**Q:** I measure energy losses of fast electrons in grey tin, the diamond-structure form. I'd like to check a spectrum on paper before I ask for a calculation. What would I be trying to reproduce?

**A:** This calculated spectrum, for one fixed momentum passed to the crystal.

Yambo 5.3.0, linear response with the Hartree kernel on Quantum ESPRESSO PBE states without spin–orbit coupling, for grey tin (Fd-3m, 2 atoms per cell) at momentum (0, 0, −1/2) in reciprocal lattice units. PseudoDojo 0.4.1 SR PBE standard potentials, 980 eV wave cutoff, 12×12×12 k-mesh, 34 bands, 2 Ry screening block, 0.2 eV damping.

```tsv
row	loss function	loss energy (eV)
1	0.000	0.00
2	0.014	2.11
3	0.077	3.92
4	0.131	6.03
5	0.202	8.14
6	0.300	10.25
7	0.588	12.06
8	1.217	14.17
9	1.882	16.28
10	0.859	18.39
11	0.314	20.20
12	0.191	22.31
13	0.269	24.42
14	0.304	26.53
15	0.233	28.34
16	0.239	30.45
17	0.340	32.56
18	0.247	34.67
19	0.279	36.48
20	0.252	38.59
21	0.326	40.70
22	0.832	42.81
23	0.293	44.62
24	0.019	46.73
25	0.007	48.84
26	0.004	50.95
27	0.003	52.76
28	0.002	54.87
29	0.002	56.98
30	0.001	59.10
```

The loss energy $E$ is what the fast electron gives up, and the loss function $L$ measures how readily the crystal takes it. The momentum is 0.84 Å⁻¹, at the zone boundary, so this isn't the spectrum of forward scattering. The broad peak in row 9 is the plasmon, a joint oscillation of the four outer electrons of each atom.

**Q:** What sets its energy?

**A:** Think of a weight on a spring in oil. The spring is the energy $E_0$ at which the outer electrons absorb by themselves. When they move together, their charge piles up and repulsion drives them back, which acts as a second spring. Its strength depends only on the number $n$ of outer electrons per Å³:

$$W_p=\sqrt{4\pi e^2\hbar^2 n/m}\approx 37.1\sqrt{n}\ \text{eV}$$

With four electrons in 33.80 Å³, $W_p$ is 12.8 eV. The squares of the two energies add, as spring constants do: $E_p^2=E_0^2+W_p^2$. Pack the same electrons into less space and, for a similar $E_0$, the plasmon moves up.

**Q:** Does that addition work for tin?

**A:** The same calculation puts the strongest absorption at this momentum at 9.95 eV. Then $\sqrt{9.95^2+12.77^2}=16.2$ eV, close to the peak in row 9. Don't read too much into that agreement. If the spring is taken from the static dielectric constant at this momentum instead, the peak comes out at 15.4 eV. One spring stands for many transitions, so the position is good to about 1 eV. The spring also holds for this momentum only, because part of it is the cost of squeezing the electrons into a short wave.

**Q:** And the oil?

**A:** That is the width $\Gamma$, and it can't be had from the density. In a uniform electron gas at this momentum, a single electron can take up at most 12.4 eV. A plasmon above that limit has nothing to decay into at this level of theory, and its peak would be sharp. In tin the peak is about 5 eV wide, far more than the 0.2 eV of broadening put into the calculation. Theory therefore points to the lattice, which opens further transitions between bands into which the plasmon can decay.

**Q:** So what is the rule?

**A:** The damped oscillator gives

$$L=\frac{W_p^2}{\Gamma E\,(1+x^2)},\qquad x=\frac{E^2-E_p^2}{\Gamma E}$$

Here $x$ says how far you are from the peak, measured roughly in half-widths. Two numbers are read from row 9, the energy and the height of the peak. At the peak $x=0$, so the height fixes the width: $\Gamma=12.77^2/(1.882\times16.28)=5.3$ eV. The width at half height, which played no part in this, is 5.0 eV in the table. Height and width thus fit together with four electrons per atom.

**Q:** Please work one row in full.

**A:** Take row 7, at 12.06 eV, which was not used to set the rule.

1. $\Gamma E=5.326\times12.06=64.2$ eV².
2. $x=(12.06^2-16.28^2)/64.2=-1.86$, so $1+x^2=4.47$.
3. $L=12.77^2/(64.2\times4.47)=0.57$.

The table has 0.588, so the rule is 3% low.

**Q:** And on the other side of the peak?

**A:** Row 10, at 18.39 eV, was not used either. There $x=0.75$ and the rule gives 1.07, against 0.859 in the table, about a quarter too high. The computed peak falls off faster on this side than the oscillator does. Here the picture of the oil reaches its limit, because oil damps every frequency alike. In tin the damping depends on which transitions are available at each energy. Perhaps there are fewer of them above the peak, either in the crystal itself or because the calculation leaves out the higher empty bands. I haven't tested which.

**Q:** How far can I trust the rule over the whole table?

**A:** Between 10 and 14 eV it is within 4% of the table. From 4 to 8 eV it is 15 to 30% too low, probably because separate band-to-band transitions add losses that one oscillator smooths away, though this wasn't tested. Near 2 eV it gives almost twice the table value, but the loss there is tiny. Between 20 and 22 eV it is too high by half to three quarters. The printed output after this text lists the rows.

**Q:** Could I skip the spectrum and take the peak position from the density too?

**A:** You can, at a price. Free electrons resist being squeezed into a short wave, which raises the plasmon from 12.8 eV at zero momentum to 15.1 eV at this one. That is only 7% below the computed peak. On the steep flank the error grows, though: row 7 becomes 0.97 instead of 0.57, even with the width still read from the table. Estimate the position from the density if you must, but read it from a spectrum if you want heights.

**Q:** Above 22 eV the loss rises again. Can I extend the rule?

**A:** No, because other electrons come into play. The rise fits the onset of transitions from the 4d shell, which holds ten electrons per atom that the rule leaves out. In row 22 the table is 56 times the rule. The functional used here places such inner levels too close to the outer ones, so in a measurement this onset should lie higher.

**Q:** Then I'd use the table itself up there.

**A:** Only with care. The calculation includes a limited number of empty bands, and an electron can't be lifted into a band that isn't there. The collapse after row 22 is therefore a product of the settings, and the sharp peak in row 22, right at that edge, is suspect. A sum rule says that the loss, weighted by energy and added up over the whole range, must account for every electron. Up to row 30 it finds roughly 7 of the 14 electrons per atom in the calculation. Most of the rest belongs to transitions into the missing bands. This count can't tell how much of it would fall within the range of the table. The response was also built from few plane waves, with no convergence test, so the heights up here may be off for that reason too.

**Q:** Will my measured plasmon sit at 16.3 eV?

**A:** Probably somewhat lower, even at the same momentum. The calculation treats the electrons as responding to their average charge only, which tends to put plasmons at finite momentum too high. In forward scattering the peak lies lower still, because the cost of squeezing the electrons into a short wave drops out. So take $E_p$ and the peak height from your own spectrum, on an absolute scale, and try the rule on the flank below the peak. So far it has been tested only on this one calculated spectrum.

Printed output of the fit:

```
Plasma energy Wp of 4 electrons per atom at zero momentum (eV): 12.77
Momentum q (1/Angstrom): 0.8415
Peak energy from free-electron dispersion (eV): 15.08
Miss of that peak energy (percent): -7.377
Peak energy from static dielectric constant and sum rule (eV): 15.39
Miss of that peak energy (percent): -5.457
Width Gamma from the peak height (eV): 5.326
Full width at half height read from the table by straight lines (eV): 4.977
Upper limit of electron-hole pairs in a uniform gas at this q (eV): 12.44
Row 7, x (no unit): -1.862
Row 7, loss function by the rule: 0.5687
Row 10, x (no unit): 0.7469
Row 10, loss function by the rule: 1.069
Row 7, same rule with the free-electron peak energy: 0.967
Row 10, same rule with the free-electron peak energy: 0.7307
Miss of the rule in rows 2 to 12 (percent of the table value): 92.52, -29.52, -24.98, -15.4, 3.92, -3.278, 3.008, 0, 24.5, 74.58, 48.7
Row 22, table value over rule (ratio): 56.12
Row 30, rule over table value (ratio): 4.883
Electrons per atom counted by the sum rule up to row 12: 2.725
Electrons per atom counted by the sum rule up to row 30, of 14: 6.944
```
